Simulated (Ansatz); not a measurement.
# A series in volume scale on Zr

All results are calculated (Ansatz 0.2.0). Periodic Kohn-Sham DFT of a crystal at fixed atoms, scaled to volume_scale times the given cell; pressure positive in compression, energy less spherical unpolarised free atoms, largest_vzz the field gradient of largest size among the nuclei.

The cell before it is scaled or strained (space group P6_3/mmc, No. 194):
```
CELL_PARAMETERS angstrom
3.23200 0.00000 0.00000
-1.61600 2.79900 0.00000
0.00000 0.00000 5.14700
ATOMIC_POSITIONS crystal
Zr 0.33333 0.66667 0.25000
Zr 0.66667 0.33333 0.75000
```

Settings of every row: method all-electron LAPW; functional PBEsol; relativity scalar; k mesh 13x13x7; filling fermi-dirac; smearing width 0.08 eV; basis error target 1 meV/atom; nucleus gaussian.

Atom start moment: 0 on all atoms.

| row | volume scale | V (Å³/atom) | pressure (GPa) | energy less free atoms (eV/atom) |
| --- | --- | --- | --- | --- |
| 1 | 0.94 | 21.884 | 2.811 | -7.8493 |
| 2 | 0.95 | 22.117 | 1.688 | -7.8526 |
| 3 | 0.96 | 22.35 | 0.612 | -7.8542 |
| 4 | 0.98 | 22.815 | -1.404 | -7.853 |
| 5 | 0.99 | 23.048 | -2.348 | -7.8503 |
| 6 | 1 | 23.281 | -3.25 | -7.8462 |
| 7 | 1.01 | 23.514 | -4.114 | -7.8409 |
| 8 | 1.02 | 23.746 | -4.94 | -7.8343 |
| 9 | 1.04 | 24.212 | ? | ? |
| 10 | 1.05 | 24.445 | -7.209 | -7.8077 |
| 11 | 1.06 | 24.678 | -7.9 | -7.7967 |

Question: what pressure and energy less free atoms should row 9 give?

Worked fit of pressure. Take u = (V_r/V)^(2/3) − 1 with V_r = 23.164 Å³ an atom, which is twice the finite (Eulerian) strain; such expansions in the strain, on which the Birch-Murnaghan equation of state is built, carry the rest volume and the bulk modulus. The shown rows have u = 0.03862, 0.03132, 0.02414, 0.01017, 0.00335, -0.00335, -0.00995, -0.01641, -0.03525, -0.04133. Least squares give pressure = −2.8019 + 134.728 × u + 275.21 × u² GPa; a straight line predicts inner rows, each left out in turn, worse (root mean square 0.16 against 0.001 GPa). The rows lie off it by -0.001, 0.000, 0.001, -0.001, -0.001, 0.000, 0.001, -0.001, 0.000, 0.000. The pressure vanishes at u = 0.0200, or V = 22.49 Å³ an atom, and there the bulk modulus at fixed shape and fractions is B = −V dP/dV = (2/3)(1 + u) dP/du = 99.1 GPa. Letting shape and atoms relax would as a rule lower it, by much in layered, chain or molecular crystals. The withheld row has u = -0.02907, so the fit gives −2.8019 + 134.728 × (-0.02907) + 275.21 × (-0.02907)² = -6.486 GPa.

The calculation gave -6.487 GPa. The fit lies 0.001 GPa (0.0093 % of the column's range) above it, one unit of the last digit.

Worked fit of energy less free atoms. Take u = (V_r/V)^(2/3) − 1 with V_r = 23.164 Å³ an atom, which is twice the finite (Eulerian) strain; such expansions in the strain, on which the Birch-Murnaghan equation of state is built, carry the rest volume and the bulk modulus. The shown rows have u = 0.03862, 0.03132, 0.02414, 0.01017, 0.00335, -0.00335, -0.00995, -0.01641, -0.03525, -0.04133. Least squares give energy less free atoms = −7.84843 − 0.6067 × u + 15.35 × u² − 6.1 × u³ eV/atom; a parabola predicts inner rows, each left out in turn, worse (root mean square 8.5e-05 against 3.2e-05 eV/atom). All shown rows lie on it to the printed digit. Its lowest point lies at u = 0.0200, or V = 22.49 Å³ an atom, and the curvature there gives the bulk modulus at fixed shape and fractions, B = (4/9)(1 + u)² E″(u)/V = 98.7 GPa. Letting shape and atoms relax would as a rule lower it, by much in layered, chain or molecular crystals. The withheld row has u = -0.02907, so the fit gives −7.84843 − 0.6067 × (-0.02907) + 15.35 × (-0.02907)² − 6.1 × (-0.02907)³ = -7.8177 eV/atom.

The calculation gave -7.8176 eV/atom. The fit lies 0.0001 eV/atom (0.17 % of the column's range) below it, one unit of the last digit.
